Can a 1 mm lens at 300 kV split the silicon dumbbell? A worked problem on the incoherent limit of annular dark-field STEM

The statement

A thin silicon crystal is viewed along [110] in a scanning transmission electron microscope at 300 kV. The probe-forming lens has Cs = 1 mm = 10⁷ Å and no other aberration. The lattice parameter is a = 5.431 Å and the atomic mass M = 28.0855 u, both typical values. I assume a temperature of 300 K and an annular detector with inner angle β = 45 mrad and an outer angle large enough to count as infinite. For the last part I assume a Gaussian source image of full width at half maximum w = 0.7 Å, and I use a Debye temperature of 645 K, a compiled value (Råsander 2015, temperature not stated).

(a) Show that the image is the probe intensity folded with an object function, and find the transfer function and its cut-off.
(b) Find the aperture, defocus and resolution under the quarter-wave criterion.
(c) Compute the transfer at every reflection that reaches the image, and the dip between the two columns of a dumbbell.
(d) Size the neglected terms, and add thermal and source blur.

Conventions: K and Q are transverse spatial frequencies in Å⁻¹ without a factor 2π, so that an angle is θ = λK. The probe is ψ(r) = ∫ Ã(K) exp(2πi K·r) d²K with Ã = A exp(−iχ), where A = 1 inside the aperture semi-angle α and 0 outside. The aberration phase is χ(θ) = (2π/λ)(−Δf θ²/2 + Cs θ⁴/4), with Δf > 0 for underfocus.

Part (a): why the image becomes incoherent

A thin object multiplies the probe by a transmission function φ(r) with transform Φ(K). With the probe at R, the amplitude at detector frequency K_f is

Ψ(K_f, R) = ∫ Φ(K_f − K) Ã(K) exp(−2πi K·R) d²K,

and the signal is I(R) = ∫ D(K_f) |Ψ|² d²K_f, with D = 1 on the annulus. Now transform over probe position with exp(−2πi Q·R). The squared modulus is a double integral over pairs of incident plane waves, and the transform keeps only pairs that differ by Q. Call them K − Q/2 and K + Q/2, and write K_f = K″ + K. Then, exactly for a thin object,

Ĩ(Q) = ∫ d²K Ã(K − Q/2) Ã*(K + Q/2) ∫ d²K″ D(K″ + K) Φ(K″ + Q/2) Φ*(K″ − Q/2).

The two integrals are coupled only through the shift K in the detector function, and |K| cannot exceed α/λ. If the detector is wide on that scale and its inner edge lies far outside the aperture, we put D(K″ + K) ≈ D(K″), and the expression factorises:

Ĩ(Q) = T(Q) O(Q),
T(Q) = ∫ Ã(K − Q/2) Ã*(K + Q/2) d²K,
O(Q) = ∫ D(K) Φ(K + Q/2) Φ*(K − Q/2) d²K.

T is the autocorrelation of A exp(−iχ). It equals the transform of the probe intensity P = |ψ|² evaluated at −Q, so that I(R) = ∫ O(r) P(r − R) d²r. Since O(−Q) = O*(Q), the object function O(r) is real. Two discs of radius α/λ whose centres are Q apart stop overlapping at Q = 2α/λ, and T is zero beyond that.

Question: You said folded. Is that a convolution or a correlation?

Written with P(r − R) it is a correlation, a convolution with the inverted probe P(−r). Defocus and Cs give a round probe, so here the two coincide. With coma or threefold astigmatism, an isolated atom is imaged as the probe turned through 180°.

Question: Why is O(r) peaked at the atoms? A pure phase object has |φ|² = 1 everywhere.

If the detector caught everything, O(r) would be |φ|² = 1 and there would be no contrast. The hole is what matters. Only the steep potential near a nucleus scatters beyond β. For an estimate, assume a weak scatterer with the Rutherford form Φ ∝ θ⁻². Treat directions as complex numbers z and put k = λQ/2. The integrand of O is 1/|z² − k²|², whose angular average is |z|⁻⁴(1 + |k/z|⁴ + ...), and integrating over |z| > β gives O(Q)/O(0) = 1 + (k/β)⁴/3 + ... For the 004 spacing we shall find k = 7.25 mrad, and the correction is 0.0002. A flat O(Q) is a point in real space, so over the band that the lens passes each column acts as a delta function.

Question: Where is the conventional microscope in this?

Reverse every ray. Elastic amplitudes are unchanged when source and detector points are exchanged. The STEM source becomes an image point, the probe-forming lens becomes an objective of aperture α behind the specimen, and each detector element becomes a source direction. Detector elements add in intensity, so the equivalent TEM is lit incoherently by a hollow cone covering the angles of the annulus, and it has the same T. For phonon scattering reciprocity holds to the extent that the energy change is negligible against 300 keV.

Part (b): aperture, defocus and resolution

The relativistic wavelength is λ = hc/√(eU(eU + 2mc²)) = 0.019687 Å, and I carry it unrounded. The natural units are the angle (λ/Cs)^(1/4) = 6.661 mrad, the defocus (Cs λ)^(1/2) = 444 Å and the length L = Cs^(1/4) λ^(3/4) = 2.956 Å. With u the angle and δ the defocus in these units,

χ = π(−δ u² + u⁴/2).

Let t = u² run from 0 to t_m at the aperture edge. The phase has its minimum −πδ²/2 at t = δ. Its maximum is the larger of 0 and π(t_m²/2 − δ t_m). For δ below t_m/2 the span falls as δ grows, and above t_m/2 it rises, so the smallest span occurs at δ = t_m/2 and equals π t_m²/8. Allow a quarter wave, π/2, and t_m = 2, δ = 1. Therefore

Δf = (Cs λ)^(1/2) = 444 Å underfocus,
α = √2 (λ/Cs)^(1/4) = 1.41 (λ/Cs)^(1/4) = 9.42 mrad.

An aberration-free aperture of this size gives an Airy probe with its first zero at 0.610 λ/α. Since λ/α = L/√2,

d = 0.43 Cs^(1/4) λ^(3/4) = 1.27 Å.

These are the incoherent Scherzer conditions. The cut-off is 2α/λ = 0.957 Å⁻¹, a spacing of 1.045 Å. Linear axial bright-field imaging through the same aperture stops at α/λ = 0.478 Å⁻¹, or 2.09 Å.

Question: In what sense is that an optimum?

It is the widest aperture that keeps the phase within a quarter wave, and no more than that. Other criteria, the narrowest half-width or the smallest disc that holds half the current, give other prefactors. The length d is the Rayleigh distance of the ideal aperture, and the real probe is weaker at its centre. On the aperture χ = (π/2)(t − 1)² − π/2 and area is uniform in t, so the central amplitude relative to the ideal one has the modulus of the Fresnel integral ∫₀¹ exp(−iπs²/2) ds = 0.780 − 0.438i. The Strehl ratio is its squared modulus, 0.80. The missing fifth of the central intensity has gone into the rings.

Part (c): the dumbbell

Projected along [110], the diamond structure has a centred rectangular cell of a = 5.431 Å along [001] by a/√2 = 3.840 Å. Each lattice point carries two equal columns separated along [001] by a/4 = 1.358 Å. This exceeds d = 1.27 Å, so the pair should split. The matching reflection is 004, at g = 4/a = 0.737 Å⁻¹, inside the cut-off. Its scattering angle λg is 14.50 mrad, twice the k used above.

To get T, put Q along x, let q = QL, and let (x, y) be the mean direction K in reduced units. The two waves have t± = x² + y² + q²/4 ± qx, and the phase difference is

Δχ = χ(t₊) − χ(t₋) = 2π q x (x² + y² + q²/4 − δ).

It is odd in x, so the sine part cancels and T is real. Normalised to T(0) = 1 by the aperture area 2π, and using the four equal quadrants of the lens-shaped overlap,

T(q) = (2/π) ∫₀^Y dy ∫₀^X cos Δχ dx, with X = √(2 − y²) − q/2 and Y = √(2 − q²/4).

Because χ spans only π/2, |Δχ| never exceeds π/2 and the cosine is never negative. T is therefore positive up to the cut-off and has no contrast reversal. Setting Δχ = 0 gives the ideal value T₀ = (2/π)[arccos s − s√(1 − s²)] with s = q/(2√2). For 004, q = 2.177 and s = 0.770, and the overlap has half-width 0.326 and half-height 0.903.

The reflections in the zone are (h, −h, l) with h and l both odd or both even, and g = √N/a with N = 2h² + l². With the origin at the middle of a dumbbell the columns sit at z = ±a/8, and the normalised structure factor of O is F = cos(πl/4). It vanishes for l = 2, which removes 002 and 222. Numerical integration gives, with m the number of equivalent reflections in the zone:

type   N    m   F        g (Å⁻¹)   T₀       T
111    3    4   +0.707   0.319     0.584    0.428
220    8    2   +1       0.521     0.343    0.292
113    11   4   −0.707   0.611     0.247    0.219
004    16   2   −1       0.737     0.128    0.0955
331    19   4   +0.707   0.803     0.0759   0.0526
224    24   4   −1       0.902     0.0164   0.0142

The 115 and 333 reflections lie at 0.9568 Å⁻¹ against a cut-off of 0.9570 Å⁻¹. Their T is below 10⁻⁵ and they drop out. The image is therefore a finite Fourier series. Along the dumbbell axis, relative to the mean intensity Ī,

I(z)/Ī = 1 + Σ m F T cos(2πlz/a).

On a column, z = a/8, the cosine equals F again, and each term is m F² T:

I(column)/Ī = 1 + 2(T111 + T220 + T113 + T004 + T331) + 4 T224 = 3.23.

At the midpoint, z = 0:

I(mid)/Ī = 1 + 2√2 (T111 − T113 + T331) + 2(T220 − T004) − 4 T224 = 2.08.

The ratio is 0.64. Defining the dip as one minus that ratio, the model with a point source and static atoms has a dip of 36 per cent, and the dumbbell is resolved.

Question: A transfer of under ten per cent at 004 looks feeble. How does it give so deep a dip?

It doesn't act alone. Subtract the two lines. The 220 terms cancel, 111 and 331 each favour the midpoint with weight 2√2 − 2, and the column is favoured by 113 with weight 2 + 2√2, by 004 with weight 4 and by 224 with weight 8. The 113 term contributes 1.06 and the 004 term 0.38. So 113 digs most of the trough. A 004 component in the image transform shows that the 1.358 Å spacing was transferred, but the depth of the dip depends on the whole table.

Question: What did the spherical aberration cost?

In signal, a fair amount: T/T₀ is 0.73 at 111 and 0.75 at 004. In dip, nothing. The T₀ column gives 3.82 and 2.53, a ratio of 0.66 and a dip of 34 per cent. The aberrated lens loses relatively more at 111, which fills the midpoint, than at 113, where T/T₀ is 0.89 and which empties it. What the aberration removes is peak height above the mean, 3.23 against 3.82. The real price of Cs was paid earlier, when it fixed α.

Part (d): what was neglected

Two things hide in the step D(K″ + K) ≈ D(K″) and in treating columns as independent. Here β/α = 4.8.

The first is the variation of the detected cross-section with incident direction. For the Rutherford form, a wave tilted by θ scatters onto the detector in proportion to ∫|z − θ|⁻⁴ d²z over |z| > β, which is πβ²/(β² − θ²)². Averaged over the aperture and divided by the untilted value, this is 1/(1 − ε) with ε = (α/β)² = 0.044, a factor 1.046. It applies to the mean intensity. The harmonics draw on the smaller overlap regions, where K is smaller, and they rise less. If the mean rose by 0.046 and the harmonics not at all, the ratio would go up by 0.005, and that sets the scale of the effect.

The second is interference between the two columns. For two point scatterers a distance a/4 apart the signal is |ψ₁|² + |ψ₂|² + 2γ Re(ψ₁ψ₂*), where γ is J₀(2πθa/4λ) averaged over the detector with weight θ⁻⁴ per solid angle. With x₁ = 2πβ(a/4)/λ = 19.5, one integration by parts gives γ ≈ −2J₁(x₁)/x₁, whose envelope is (2/x₁)√(2/(πx₁)) = 0.019. At the midpoint the two amplitudes are equal, the signal changes by the fraction γ, and the ratio moves by up to about 0.012, with a sign that depends on the exact inner angle. The incoherent model thus supports the 36 per cent to within a point or two.

Question: Atoms in one column share the same projected position. No detector width can decouple those.

Correct: within the thin-object picture they add in amplitude, and thermal motion is what breaks this. The Debye model gives, per direction,

⟨u²⟩ = (3ħ²/(M k_B Θ)) [(T_s/Θ)² ∫₀^(Θ/T_s) s ds/(eˢ − 1) + 1/4],

with T_s the specimen temperature. For Θ/T_s = 2.15 the prefactor is 0.00803 Å² and the bracket 0.522, so ⟨u²⟩ = 0.0042 Å². For uncorrelated atoms the coherent fraction at detector frequency K is exp(−4π²⟨u²⟩K²), which is 0.42 at 45 mrad and 0.03 at 90 mrad. Coherence along the column is thus only partly destroyed near the inner edge. That changes how the column weight grows with thickness. The two columns of the dumbbell are equivalent by symmetry in the model, so they get the same weight and it cancels from the ratio.

The same motion smears the object function of an independently scattering atom into a Gaussian, which multiplies each harmonic by exp(−2π²⟨u²⟩g²). At 004 this is 0.956, and with all six rows so scaled the ratio becomes 0.65, a dip of 35 per cent. A single Debye temperature is a rough description of silicon's vibrations, but doubling ⟨u²⟩ only takes the 004 factor to 0.914.

Question: How thin is thin?

Two limits apply. The geometric one follows from χ: a depth Δz changes the phase at the aperture edge by πΔz α²/λ, which reaches π/2 at Δz = λ/(2α²) = 111 Å. The dynamical one is channelling. On a zone axis the columns trap part of the probe, and a single multiplication by φ(r) no longer describes the exit wave. The folded form often survives as a useful approximation, with column weights that are no longer linear in thickness, but that lies outside the derivation given here, and the numbers of part (c) don't include it.

Question: And defocus spread from the gun?

The defocus enters Δχ as −2πqxδ, which vanishes on the line x = 0 through the middle of the overlap. At high q the overlap is narrow in x, half-width 0.326 at 004, so the finest spacings are comparatively insensitive to a spread in δ. The larger loss comes from the finite source. Different source points form displaced probes that add in intensity, so P is convolved with the source image, and a Gaussian of width w multiplies T by exp(−π²w²g²/(4 ln 2)). For w = 0.7 Å this is 0.84 at 111 and 0.39 at 004. With source and thermal factors together, the two sums give 2.40 at the column sites and 2.01 at the midpoint. The ratio is 0.84 and the dip 16 per cent, still referred to the true column positions.

The answers of the model are α = 9.42 mrad, Δf = 444 Å, d = 1.27 Å and a cut-off of 0.957 Å⁻¹, with positive transfer throughout, 0.0955 at 004, and a dip of 36 per cent for a point source. That last figure is too optimistic for practice. As typical knowledge and not as a measurement, uncorrected instruments of this class show the Si[110] dumbbell only just split, with a dip of roughly half that size or less, because source size, mechanical and electrical instability, channelling and surface layers all fill it in. The width w = 0.7 Å was chosen to bring the model into that range, so the 16 per cent illustrates the sensitivity to source size and is no test of the theory.